# The classical limit in the Lindemann picture of the bcc Coulomb crystal, and what $\hbar$ does to a laser-cooled Be$^+$ plasma

**Speaker.** Take $N$ point charges $e$ of mass $M$ in a uniform neutralising background. I use Gaussian units ($e^2\to e^2/4\pi\varepsilon_0$ in SI). The Wigner–Seitz radius is $a=(3/4\pi n)^{1/3}$, the plasma frequency obeys $\omega_p^2=4\pi ne^2/M=3e^2/Ma^3$, and $\Gamma=e^2/(ak_BT)$. I write $r_s=a/a_B$ with $a_B=\hbar^2/Me^2$ and $\mathrm{Ry}=e^2/2a_B$, both built with the mass of the mobile particle. The bcc cube holds two particles, so its edge is $(8\pi/3)^{1/3}a$, and the neighbour distance is $\sqrt3/2$ of that: $d=1.759\,a$, $d^2=3.094\,a^2$. The Lindemann ratio is $\gamma=\sqrt{\langle u^2\rangle}/d$, with $\langle u^2\rangle$ summed over three directions.

## Where the assumption enters

For the harmonic crystal, with $\beta=1/k_BT$,

$$\langle u^2\rangle=\frac1N\sum_{\mathbf k s}\frac{\hbar}{2M\omega_{\mathbf ks}}\coth\frac{\beta\hbar\omega_{\mathbf ks}}{2}.$$

Define $u_p=\langle(\omega/\omega_p)^p\rangle$, averaged over the $3N$ modes. I take as given the approximate bcc values $u_{-1}=2.7986$ and $u_{-2}=12.97$.

At $T=0$ the coth is 1. With $\hbar/(M\omega_pa^2)=1/\sqrt{3r_s}$ one finds $\langle u^2\rangle/a^2=(\sqrt3/2)\,u_{-1}/\sqrt{r_s}=2.424/\sqrt{r_s}$, so $\gamma^2=0.783/\sqrt{r_s}$. An assumed critical ratio $\gamma=0.28$ gives $r_s\approx100$. That is the dense foot of the melting dome in the density–temperature plane.

On the dilute flank one sets $\coth x\to1/x$. Then $\langle u^2\rangle=3k_BT\,u_{-2}/M\omega_p^2$, and since $M\omega_p^2a^2=3e^2/a$,

$$\langle u^2\rangle_{\rm cl}/a^2=u_{-2}/\Gamma=12.97/\Gamma .$$

The approximate melting coupling $\Gamma_m=175$ is an input. It gives $\gamma=0.155$, and $e^2/a=2\,\mathrm{Ry}/r_s$ turns it into $k_BT_m=2/(175\,r_s)$ Ry. The value 0.155 is a calibration on $\Gamma_m$ and predicts nothing about it. The step $\coth x\to1/x$, together with the classical origin of the number 175, is the assumption I drop today.

## The first correction in the harmonic crystal

Use $\tfrac{y}{2}\coth\tfrac y2=1+y^2/12-y^4/720+\dots$ with $y=\beta\hbar\omega$. The $y^2$ term cancels the factor $1/\omega^2$, so every mode adds the same amount:

$$\langle u^2\rangle=\langle u^2\rangle_{\rm cl}+\ell^2+\dots,\qquad \ell^2=\frac{3k_BT}{M}\frac{(\beta\hbar)^2}{12}=\frac{\hbar^2}{4Mk_BT}.$$

With $\theta=\beta\hbar\omega_p=\sqrt3\,\Gamma/\sqrt{r_s}$ the relative correction is

$$\delta=\frac{\ell^2}{\langle u^2\rangle_{\rm cl}}=\frac{\theta^2}{12u_{-2}}=\frac{\Gamma^2}{4u_{-2}r_s},$$

and at $\Gamma=175$ this is $\delta_m=590/r_s$. The denominator is large because the soft transverse modes dominate the classical amplitude and are the last to turn quantum.

**Question.** A crystal at melting is not harmonic. Does $\ell^2$ survive?

**Speaker.** It does, unchanged at this order. Let $V$ be the full potential energy and $\nabla$ the $3N$-dimensional gradient. At order $\hbar^2$ the diagonal of $e^{-\beta H}$ can differ from $e^{-\beta V}$ only through scalars with two gradients, $|\nabla V|^2$ and $\nabla^2V$. Their coefficients are universal, so the oscillator fixes them. Its exact diagonal is proportional to $[\sinh y]^{-1/2}\exp[-(M\omega/\hbar)\tanh(y/2)\,x^2]$. Expanding the logarithm adds $-y^2/12+\beta^3\hbar^2M\omega^4x^2/24$ to the classical exponent. Identifying $V''=M\omega^2$ and $V'=M\omega^2x$ gives the Wigner–Kirkwood weight

$$e^{-\beta V}\left[1+\lambda\left(\beta^2|\nabla V|^2-2\beta\nabla^2V\right)\right],\qquad\lambda=\frac{\hbar^2\beta}{24M}.$$

Now use the Coulomb law. The pair terms have zero Laplacian except at coincidence, where $e^{-\beta V}$ vanishes faster than any power. The background gives $4\pi ne^2$ per particle. Hence $\nabla^2V=NM\omega_p^2$, a constant over configuration space. Integration by parts gives $\langle\beta^2|\nabla V|^2\rangle_{\rm cl}=\beta\langle\nabla^2V\rangle_{\rm cl}$, so after normalisation the bracket becomes $1+\lambda(\beta^2|\nabla V|^2-\beta\nabla^2V)$. That combination times $e^{-\beta V}$ is $\nabla^2e^{-\beta V}$. Therefore

$$P=(1+\lambda\nabla^2)\,P_{\rm cl}.$$

The quantum distribution is the classical one blurred by a Gaussian of variance $2\lambda$ per coordinate. For any observable $A$ the shift is $\lambda\langle\nabla^2A\rangle_{\rm cl}$. With $A=u_1^2$, $\nabla^2A=6$ and $6\lambda=\hbar^2\beta/4M=\ell^2$. Only the denominator of $\delta$ needed the harmonic approximation.

**Question.** So melting moves to larger $\Gamma$ by the fraction $\delta_m$?

**Speaker.** That is what a fixed $\gamma$ would say: holding $(1+\delta)/\Gamma$ constant gives $\delta\Gamma_m/\Gamma_m=\delta_m$. Thermodynamics says otherwise. Averaging the unnormalised bracket gives the free-energy shift

$$\beta\,\Delta F=-\lambda\langle\beta^2|\nabla V|^2-2\beta\nabla^2V\rangle_{\rm cl}=\lambda\beta NM\omega_p^2=N\theta^2/24 .$$

No structure enters. With a rigid background the convention is that melting occurs where the Helmholtz free energies of liquid and crystal cross at equal density. The term $\theta^2/24$ is the same in both phases and drops out, so $\Gamma_m$ has no $\hbar^2$ shift. What moves at this order is the Lindemann ratio on the melting line,

$$\gamma_m^2=\gamma_{\rm cl}^2\,(1+\delta_m).$$

The direction is upward, from 0.155 towards the larger ratio used at the quantum foot. The constant-$\gamma$ rule fails at the first order in which it can be tested.

## The setting

In a Penning trap the ions sit in a field $B\hat z$, with cyclotron frequency $\Omega$, and in equilibrium the cloud rotates rigidly at $\omega_r$. In the rotating frame the inward Lorentz force and the centrifugal force give the potential energy $\tfrac12M\omega_r(\Omega-\omega_r)\rho^2$, where $\rho$ is the distance from the axis. The electrode potentials satisfy Laplace's equation. The Laplacian per ion is thus $2M\omega_r(\Omega-\omega_r)$, and this plays the part of the background, $\omega_p^2=2\omega_r(\Omega-\omega_r)$. The Coriolis force lowers the gyration frequency to $\Omega_v=\Omega-2\omega_r$, so $\Omega_v^2=\Omega^2-2\omega_p^2$. The Laplacian is constant for a finite cloud too, so the blurring result needs no bulk limit.

My inputs are typical: $M=9.012$ u, $B=4.5$ T, $n=4\times10^8$ cm$^{-3}$. They give $a=8.42\ \mu$m, $d=14.8\ \mu$m, $\omega_p/2\pi=1.40$ MHz and $\Omega/2\pi=7.67$ MHz. On the slow rotation branch $\Omega_v/2\pi=7.41$ MHz and $\omega_r/2\pi=130$ kHz. In temperature units $e^2/ak_B=1.98$ K, $\hbar\omega_p/k_B=67.2\ \mu$K and $\hbar\Omega_v/k_B=0.36$ mK. The ionic atomic units are $a_B=3.22$ fm and $\mathrm{Ry}=224$ keV, so $r_s=2.61\times10^9$, seven decades beyond the quantum foot. The model's melting temperature is $2/(175\,r_s)$ Ry, or 11.3 mK.

**Question.** Your largest quantum is $\hbar\Omega_v$, and it is close to $k_BT$ near the Doppler limit. You derived everything without a field.

**Speaker.** Let us put it in. Let $D(\mathbf k)$ be the real symmetric dynamical matrix, with eigenvalues $\omega_{\mathbf ks}^2$. Poisson's equation gives the Kohn sum rule $\operatorname{tr}D=\omega_p^2$ at each $\mathbf k$. Let $J$ be the antisymmetric matrix with $J_{xy}=-J_{yx}=1$ and all other entries zero. The equation of motion is $\ddot{\mathbf u}+\Omega_vJ\dot{\mathbf u}+D\mathbf u=0$, up to the sign of $\Omega_v$, which does not affect the result. Continued to the Matsubara frequencies $\nu_j=2\pi j/\beta\hbar$ it gives

$$\langle u^2\rangle=\frac{k_BT}{M}\frac1N\sum_{\mathbf k}\sum_{j=-\infty}^{\infty}\operatorname{tr}\left[\nu_j^2+\nu_j\Omega_vJ+D\right]^{-1}.$$

The $j=0$ term is $\operatorname{tr}D^{-1}$, the classical result with no field in it, as the Bohr–van Leeuwen theorem demands. For $j\ne0$ expand in $1/\nu$. Since $\operatorname{tr}J=0$ and $\operatorname{tr}J^2=-2$, the trace is $3/\nu^2-(\omega_p^2+2\Omega_v^2)/\nu^4+\dots$ The sums are $\sum_{j\neq0}\nu_j^{-2}=(\beta\hbar)^2/12$ and $\sum_{j\ne0}\nu_j^{-4}=(\beta\hbar)^4/720$. With $\theta_v=\beta\hbar\Omega_v$,

$$\langle u^2\rangle=\langle u^2\rangle_{\rm cl}+\ell^2(1-\eta+\dots),\qquad\eta=\frac{\theta^2+2\theta_v^2}{180}.$$

The field first appears at order $\hbar^4$, and it reduces the correction. The series converges while $\beta\hbar\omega_{\max}<2\pi$. In the field the three squared mode frequencies at each $\mathbf k$ add up to $\omega_p^2+\Omega_v^2$, which bounds $\omega_{\max}^2$. Convergence is then assured above 58 $\mu$K. I list the melting point, an illustrative 1 mK, and 0.5 mK, the approximate Doppler limit of Be$^+$.

| $T$ (mK) | $\Gamma$ | $\theta$ | $\sqrt{\langle u^2\rangle_{\rm cl}}$ ($\mu$m) | $\ell$ (nm) | $\delta$ | $\eta$ |
|---|---|---|---|---|---|---|
| 11.3 | 175 | 0.0059 | 2.3 | 1.1 | $2.3\times10^{-7}$ | $1.1\times10^{-5}$ |
| 1 | $2.0\times10^3$ | 0.067 | 0.68 | 3.7 | $2.9\times10^{-5}$ | $1.4\times10^{-3}$ |
| 0.5 | $4.0\times10^3$ | 0.13 | 0.48 | 5.2 | $1.2\times10^{-4}$ | $5.7\times10^{-3}$ |

At melting $\gamma_m$ rises by $\delta_m/2=1.1\times10^{-7}$ of itself. The constant-$\gamma$ rule would lower $T_m$ by $\delta_mT_m=2.6$ nK, and we saw that this shift is spurious.

**Question.** Then how large is the true shift of the melting point?

**Speaker.** I can give its order and no more. In the field the $\hbar^2$ free energy gains $\theta_v^2/24$ per ion, a constant. The common term $\theta^2/24$ is $1.5\times10^{-6}$ at $T_m$. For the next order take the harmonic crystal, where each mode contributes $\ln[2\sinh(y/2)]=\ln y+y^2/24-y^4/2880+\dots$ to $\beta F$. Write the equation of motion as a first-order system with a $6\times6$ matrix. Its eigenvalues are $\pm i\omega$, and the trace of its fourth power gives

$$\sum_s\omega_s^4=\operatorname{tr}D^2+2\Omega_v^2(D_{xx}+D_{yy})+\Omega_v^4 .$$

The last term is again a constant. In the middle term cubic symmetry and the sum rule make the zone average of $D_{xx}+D_{yy}$ equal to $\tfrac23\omega_p^2$, which gives a magnitude $\tfrac43\theta^2\theta_v^2/2880=1.6\times10^{-11}$ at $T_m$. For a general $V$ a term of order $\hbar^4\Omega_v^2$ carries two gradients, so by parts its average reduces to $\langle\partial_\alpha\partial_\beta V\rangle_{\rm cl}$. That tensor is $\tfrac13M\omega_p^2\delta_{\alpha\beta}$ per ion in the isotropic bulk liquid and in the cubic crystal alike, and the term cancels. Only the first term depends on structure. Non-negative eigenvalues that add up to $\omega_p^2$ have $\operatorname{tr}D^2\le\omega_p^4$, so the harmonic crystal's term is at most $\theta^4/2880=4\times10^{-13}$. The liquid's counterpart also scales as $\theta^4$, with a coefficient from classical averages that I have not computed. The shift is the free-energy mismatch divided by the latent heat in units of $k_BT$, which is typically of order one per ion. If the two coefficients are comparable, $\delta\Gamma_m/\Gamma_m$ is of order $10^{-12}$ or less. Treat that as an estimate.

**Question.** What about the things you left out? They must be larger.

**Speaker.** Much larger. Anharmonicity first. The classical thermal potential energy per ion is $k_BT(\tfrac32+A_1/\Gamma+\dots)$ with $A_1$ approximately 10.8. The relative size $2A_1/3\Gamma$ is 4 per cent at melting and 0.4 per cent at 1 mK. That is about five and two orders of magnitude above $\delta$. It gauges the energy. The amplitude, weighted towards soft modes, can change by more, and I have not derived it. So $\ell$ is reliable as printed, while $\delta$ at melting deserves one figure. Anharmonicity does not spoil the logic, because the classical bulk system depends on $\Gamma$ alone and the input $\Gamma_m$ already contains it. Planck's constant brings in a second parameter.

Finite size next. In a Debye picture $\omega\propto k$, so $u_{-2}\propto\int dk$ up to the Debye wavevector $k_D$. A cloud of $N$ ions lacks the modes below $k_{\min}\sim k_DN^{-1/3}$. The missing fraction is about $N^{-1/3}$, or 2 per cent for an illustrative $N=10^5$. Small clouds typically order into concentric shells and have no bulk bcc melting point at all, so the 11.3 mK belongs to the infinite model and says little about them.

Finally, equilibrium. I used one temperature. In laser-cooled Penning-trap clouds the motion across the field is typically hotter than the Doppler limit, by up to an order of magnitude or so. Since $\delta\propto T^{-2}$, the last row of the table overstates the transverse correction for such a cloud, by up to roughly two orders.

**Question.** Does particle statistics matter? And when does the correction matter for electrons?

**Speaker.** Exchange needs two ions to swap sites across $d$, with a quantum blur of nanometres against 14.8 $\mu$m. Its weight is exponentially small in $1/\hbar$ and appears at no order of this series. For electrons the same formula holds with the electronic $r_s$. Then $\delta_m=590/r_s$ reaches 10 per cent at $r_s=5.9\times10^3$, where $\theta=3.9$ is still below $2\pi$. At higher densities the harmonic amplitude calls for the full coth, and the melting line needs the quantum free energies of both phases. For Be$^+$ at the inputs chosen, the model's quantum correction to $\langle u^2\rangle$ is $\ell^2$ with $\ell=3.7$ nm at 1 mK, about $3\times10^{-5}$ of the classical value, and about $2\times10^{-7}$ on the melting line.